Q: I have an angular distribution for electrons scattered elastically by an iridium atom, from Dirac partial waves in a static Dirac-Fock field. Which sizes should I have in mind before I read it?

Elastic scattering of 1250.0 eV electrons by a free neutral iridium atom (Z = 77), calculated with Radial Dirac-Fock and Kohn-Sham solver 3. The Dirac partial waves are solved in the static field of the Dirac-Fock density with Furness-McCarthy exchange; polarisation of the atom and absorption are not included.

```
angle (degree)  differential cross section (bohr²/sr)  sherman function
             0                                  154.0                 0
            10                                  16.42            0.0009
            20                                  2.166            0.0081
            30                                 0.7593           -0.0057
            40                                 0.3317           -0.0460
            50                                 0.1869           -0.0315
            60                                 0.1493            0.0673
            70                                 0.1205            0.1362
            80                                0.06289            0.1379
            90                                0.02135           -0.2284
           100                                0.05540           -0.2182
           110                                 0.1386           -0.0565
           120                                 0.1645            0.0115
           130                                0.08245            0.0704
           140                               0.005545           -0.3893
           150                                 0.1317           -0.1270
           160                                 0.5232           -0.0485
           170                                 0.9818           -0.0193
           180                                  1.187                 0
```

A: Call the differential cross section σ, the angle θ and the Sherman function S. Straight ahead σ is of order 100 bohr²/sr, straight back it is of order 1, and in the deepest dip it is below 0.01. The momentum follows from k ≈ √(2E) = √(2 × 45.94 hartree) ≈ 9.6 per bohr, so the wavelength 2π/k is about two thirds of a bohr.

The screening length a of the atom, the Thomas-Fermi length, is 0.208 bohr, so k·a is about 2. An electron with angular momentum l comes in with an impact parameter of roughly (l + ½)/k. The attraction pulls it closer than that, but still only a handful of partial waves enter the strong inner field. The ratio Z/k, the nuclear charge over the speed in atomic units, is about 8, and the field is a weak perturbation only when this ratio is well below 1. A few waves, each strongly shifted in phase, are the recipe for a diffraction pattern.

Q: I had pictured a smooth Rutherford fall. How badly does that fail?

A: It fails in shape as well as in size. The bare-nucleus formula Z²/(16E² sin⁴(θ/2)) gives 0.70 bohr²/sr at 90°, about thirty times the table, while at 180° the table is nearly seven times the formula. Screening the nucleus and keeping the first Born approximation does not repair this. The Born curve lies above the table in every row from 0° to 150° and below it in the last three rows. Both curves fall monotonically, whereas the table has minima at 90° and 140°.

Q: Is the field at fault there, or the approximation?

A: That can be separated by keeping the field and dropping the approximation. I took a Thomas-Fermi field in the Molière form, a sum of three screened Coulomb terms with no exchange and no shells, and solved the Dirac partial waves in it; nothing was fitted to any row, and the printed analysis after our exchange lists the comparison angle by angle. Born in this field is too high by a factor of about 23 at 90° and too low by a factor of 8.7 at 180°. The full solution in the same field has minima at 90.5° and 139.4°, and its back peak is within about 1 % of the table. So the numbers show that the structure needs the strong phase shifts, and that a smooth statistical atom without shell structure already produces it.

Q: What do the strong phase shifts do to the angular shape?

A: Leaving spin aside for the moment, the amplitude f is a sum over partial waves with phase shifts δ_l and Legendre polynomials P_l, and σ = |f|²:

f(θ) = (1/2ik) Σ (2l + 1) [exp(2iδ_l) − 1] P_l(cos θ)

At θ = 0 every P_l equals 1, so the many high-l waves that cross the outer atom, each with a small shift of the same sign, add up. This is the forward peak, and it drops by a factor of about 9 within the first 10° because polynomials of high order lose step with each other quickly. At large angles these waves largely cancel among themselves, and what remains is set by the few low-l waves.

Q: Can the table tell which low l matters?

A: The backward half has a recognisable shape. I compared σ(180°)·P_l² for l from 1 to 6 with the rows from 90° to 180°, the only input being the height at 180°. The choice l = 3 leaves a root-mean-square error of 0.031 bohr²/sr, and the next best, l = 4, leaves 0.132.

Take the row at 160°, which was not used to set the height. With x = cos 160° = −0.9397,

P₃ = (5x³ − 3x)/2 = −0.665, and 1.187 × 0.665² = 0.525 bohr²/sr

against 0.5232 in the table. The zeros of P₃ at 90° and 140.8° fall on the two minima. The likeness is weaker on the lobe between them, where the formula gives 0.227 at 120° and the table 0.1645, an excess of 38 % over the table.

Q: Then it is an f-wave resonance?

A: No, and one line of arithmetic shows it. The bracket exp(2iδ_l) − 1 has a modulus of at most 2, so a single wave can give at most (2l + 1)²/k² at 180°. For l = 3 this is 49/9.591² = 0.533 bohr²/sr, and the table is 2.23 times higher. A lone wave tall enough would need l of 5 or more, and those polynomials fit the shape far worse. Several waves must therefore add at 180°, and in such a way that the sum looks like l = 3.

Q: How can a sum of waves imitate one of them?

A: At 180° each P_l equals (−1)^l, and the "−1" in the bracket contributes only in the exact forward direction when summed over all l. The terms are then arrows of length (2l + 1)/2k with the phase of (−1)^l exp(2iδ_l). Where this phase changes quickly from one l to the next the arrows curl up and cancel, and where it is stationary they line up. In the model field the phase step is −34° from l = 2 to 3 and +11° from l = 3 to 4, so it passes through zero a little above l = 3. The steps below that, −43° from l = 0 to 1 and −50° from l = 1 to 2, are not much larger, while those above grow fast (+77°, then +118°), so the group is lopsided and not sharply bounded.

As a check of size, three aligned arrows for l = 2, 3 and 4 have total length (5 + 7 + 9)/2k ≈ 1.1 bohr, whose square is of order 1 bohr²/sr, as in the table. Only the order of magnitude counts, because the arrows are not fully aligned and their neighbours are ignored. Close to the backward direction each polynomial behaves as a Bessel function,

P_l(cos θ) ≈ (−1)^l J₀((l + ½)(π − θ))

so a narrow group of waves has nearly the pattern of its central member. Further from 180° the members drift apart, which fits the finding that the P₃² form is close on the back peak and too high on the next lobe. These phases belong to the model field; that the Dirac-Fock run works the same way is inferred from the agreement of the two curves.

Q: Is there a picture in terms of orbits?

A: Theory gives one, the backward glory. The classical deflection angle is twice the slope of δ_l with l, so a phase step of zero means a deflection of exactly 180° at a non-zero impact parameter. Read this way, the steps say that the wave between l = 3 and 4 is turned by 180° − 11° = 169°, and the one between l = 2 and 3 by 180° + 34° = 214°. A whole ring of orbits then leaves along the backward axis, where their waves arrive in step, and the dark rings of the J₀ pattern are the minima.

Q: A bare nucleus turns an electron by 180° only in a head-on collision. Why does screening allow more?

A: Well inside the electron cloud the potential energy is −Z/r plus a positive constant from the repulsion of the atomic electrons, of order Z/a. Here Z/a = 77/0.208 ≈ 370 hartree, about eight times the energy of the projectile. Relative to the Coulomb field that it feels near the nucleus, the electron then has negative energy and follows an arc of an ellipse in place of a hyperbola, so it can swing round by more than half a turn before the screening releases it. This is a rough argument from classical mechanics: the orbit that is turned right round does not stay deep inside the cloud, where the constant shift holds, and nothing was tested here at other energies. It still tells what to look for in a neighbouring case. The back peak and the minima should be marked while E stays well below Z/a and should fade by degrees as E grows toward it, Z/a being a scale and not a threshold. While the glory lasts, the dip nearest 180° sits, to within a few degrees, at π − θ ≈ 2.4/(l + ½) radians for the l that is turned right round.

Q: How much of this is relativity? Iridium is heavy.

A: The pattern is not relativistic in origin, but the details are affected. Repeating the model with the speed of light made a thousand times larger keeps both minima and the back peak. Relativity moves the second minimum from 136.6° to 139.4° and lowers the back peak from 1.335 to 1.201 bohr²/sr. The incoming electron is slow compared with light, but the lowest waves are accelerated to a large fraction of its speed near the nucleus, and that is where the shifts arise.

Q: The rows from 50° to 70° are irregular as well. The fall almost stops.

A: It is a shoulder. Each 10° step into 60° and into 70° keeps about 0.8 of the previous value, whereas the step into 30° keeps 0.35 and the step into 90° keeps 0.34. The model field shows the same shoulder, so it belongs to the same wave pattern and needs no special feature of the Dirac-Fock density.

My guess at its origin is that the low-l group, whose P₃² form has a lobe near 60° as the mirror of the one near 120°, shows through the falling tail of the forward peak. If so, it does this through amplitudes. The scaled P₃² alone gives 0.227 at 60°, more than the whole 0.1493 of the table, so the two parts do not add as cross sections. I have not separated them.

Q: Now the Sherman function. What is it, and why is it largest where the cross section is smallest?

A: S is the spin polarisation, normal to the scattering plane, that an unpolarised beam acquires; its sign rests on a convention. Spin-orbit coupling gives the two states j = l ± ½ different phase shifts, and their difference builds a spin-flip amplitude g alongside f:

σ = |f|² + |g|², S = i(f g* − f* g)/σ

The amplitude g carries a factor sin θ, which forces the zeros at 0° and 180°. In the model the splitting drops quickly from the p wave, 0.278 rad, to the f wave, 0.024 rad, because the coupling is concentrated close to the nucleus.

The table itself shows that the large values come from the denominator. Between 10° and 170° σ spans a factor of about 3000, while the size of the product S·σ stays within a factor of about 13. At 140°, where |S| is greatest at 0.389, the product is the second smallest of these rows. For small g, |S| is at most about 2|g|/|f|, so it rises where interference has shrunk f, and g need not match f: the values at 90° and 140° require the weaker amplitude to carry only 1.3 % and 3.9 % of σ at the least.

Q: And the changes of sign?

A: There are five. Two lie next to the minima, between 80° and 90° and between 130° and 140°, and theory expects these: as f passes close to zero its phase turns by about half a cycle, while g need not change much, so the cross term reverses. In both cases S is positive in the row before the dip and negative in the dip row and the one after it. One may think of spin-up and spin-down electrons as having dips at slightly different angles, so that first one and then the other is in excess.

The other three lie between 20° and 30°, between 50° and 60°, and between 110° and 120°. The model gets the sign of S right in all 17 interior rows, so these too follow from spin-orbit coupling in a screened field. Two of them fall near the lobes of P₃², which may reflect the same displacement of the two spin patterns, but that link is a guess.

Q: Where does the model field fail?

A: Its typical misfit in σ is a factor of 1.2 relative to the table, and the three worst rows are the forward direction and the two dips. At 0° it is 1.56 times too high, and its integrated elastic cross section is 12.1 bohr² against 8.895 bohr² from the run. The model is also too high, by 1.27 to 1.35, from 10° to 50°. A likely reason is that small angles sample the outer atom, where a statistical field is least reliable and its Molière form probably reaches too far, while the back peak samples the interior, where it is better. The model also omits exchange, and I have not tested how the misfit divides between the two.

At 140° the model has σ at 0.62 of the table and S = −0.74 against −0.39. A dip is a near cancellation, so a small change of phases moves or fills it, and S follows through the denominator. The same sensitivity applies to the run. It has no absorption, which generally lowers large-angle elastic scattering and would alter the depth of the dips, and no polarisation, which would mainly raise σ near 0°. With points 10° apart, the true minima and the extremes of S may also lie between rows.

Q: The back peak is higher than the value at 30°. Does much of the beam come back, then?

A: No, because the solid angle carries a factor sin θ that vanishes at 180°. The same calculation puts 10.3 % of the elastic cross section in the backward hemisphere, which is 0.918 bohr². Integrating the rows directly recovers that part to 2 %, but it yields only 6.0 bohr² for the total, since the forward peak is narrower than the spacing of the rows. The table is thus a fair record of the large-angle pattern and a coarse one of the forward cone.

Printed output of the fit:

```
E=45.94 Ha, k=9.591 /bohr, Z/k=8.03, TF length=0.208 bohr; rounding: sigma up to 0.05 %, S 0.00005
cross sections in bohr^2/sr; TF = Dirac partial waves in Moliere field; nothing is fitted
deg   table  s/prev    Born  s180*P3^2      TF  TF/table  S table  S*sigma    S TF
  0      154   1.00    812.4   1.1870     240.2    1.56    0.0000   0.0000   0.0000
 10    16.42   0.11    180.3   0.9842      20.9    1.27    0.0009   0.0148   0.0002
 20    2.166   0.13    36.24   0.5247     2.923    1.35    0.0081   0.0175   0.0075
 30   0.7593   0.35    12.23   0.1252    0.9813    1.29   -0.0057  -0.0043  -0.0037
 40   0.3317   0.44    5.394   0.0008    0.4296    1.30   -0.0460  -0.0153  -0.0405
 50   0.1869   0.56    2.782   0.1070    0.2366    1.27   -0.0315  -0.0059  -0.0261
 60   0.1493   0.80    1.603   0.2272    0.1776    1.19    0.0673   0.0100   0.0659
 70   0.1205   0.81    1.006   0.2025    0.1358    1.13    0.1362   0.0164   0.1268
 80  0.06289   0.52   0.6766   0.0726   0.07045    1.12    0.1379   0.0087   0.1020
 90  0.02135   0.34   0.4827   0.0000   0.03015    1.41   -0.2284  -0.0049  -0.2405
100   0.0554   2.59   0.3623   0.0726   0.06829    1.23   -0.2182  -0.0121  -0.1891
110   0.1386   2.50   0.2842   0.2025    0.1462    1.05   -0.0565  -0.0078  -0.0426
120   0.1645   1.19    0.232   0.2272    0.1579    0.96    0.0115   0.0019   0.0291
130  0.08245   0.50   0.1964   0.1070   0.06886    0.84    0.0704   0.0058   0.1085
140 0.005545   0.07   0.1719   0.0008   0.00345    0.62   -0.3893  -0.0022  -0.7390
150   0.1317  23.75   0.1553   0.1252    0.1493    1.13   -0.1270  -0.0167  -0.1248
160   0.5232   3.97   0.1446   0.5247    0.5491    1.05   -0.0485  -0.0254  -0.0500
170   0.9818   1.88   0.1386   0.9842     1.002    1.02   -0.0193  -0.0189  -0.0202
180    1.187   1.21   0.1366   1.1870     1.201    1.01    0.0000   0.0000  -0.0000
Rutherford at 10 deg: 3043; table/Rutherford 0.0054; table/Born 0.0911
Rutherford at 90 deg: 0.7024; table/Rutherford 0.0304; table/Born 0.0442
Rutherford at 180 deg: 0.1756; table/Rutherford 6.76; table/Born 8.69
rms of s180*P_l^2 on 90-180 deg, l=1..6: 0.393 0.191 0.031 0.132 0.181 0.215
single-wave limit (2l+1)^2/k^2, l=1..6: 0.098 0.272 0.533 0.881 1.315 1.837
s180 / limit for l=3: 2.23; P3 zeros at 39.2, 90, 140.8 deg
curvature at 180, 4(1-sqrt(s170/s180))/t^2: table 11.89, pure P3 11.74
l from first J0 zero, minimum at 135/140/145 deg: 2.56 2.94 3.44
TF phase step of (-1)^l S_l, l to l+1 from l=0, deg: -43 -50 -34 11 77 118 140 152
TF p,d,f spin-orbit phase split (rad, mod pi): 0.278 0.069 0.024
TF Dirac: minima 90.5 deg (0.03), 139.4 deg (0.003) ; s180 1.201; max|S| 0.76
TF c x1000: minima 91.0 deg (0.044), 136.6 deg (2.9e-05) ; s180 1.335; max|S| 0.00
bohr^2 elastic, transport, backward: run 8.895 2.038 0.918
  10-deg trapezoid of table 5.991 1.999 0.899 ; TF Dirac 12.088 2.198 0.949
TF median misfit factor 1.20; worst: 140 deg x0.62, 0 deg x1.56, 90 deg x1.41
TF sign of S agrees in 17 of 17 rows; rms S error 0.082
least share of weaker amplitude in sigma at 90,100,140 deg, %: 1.3 1.2 3.9
```
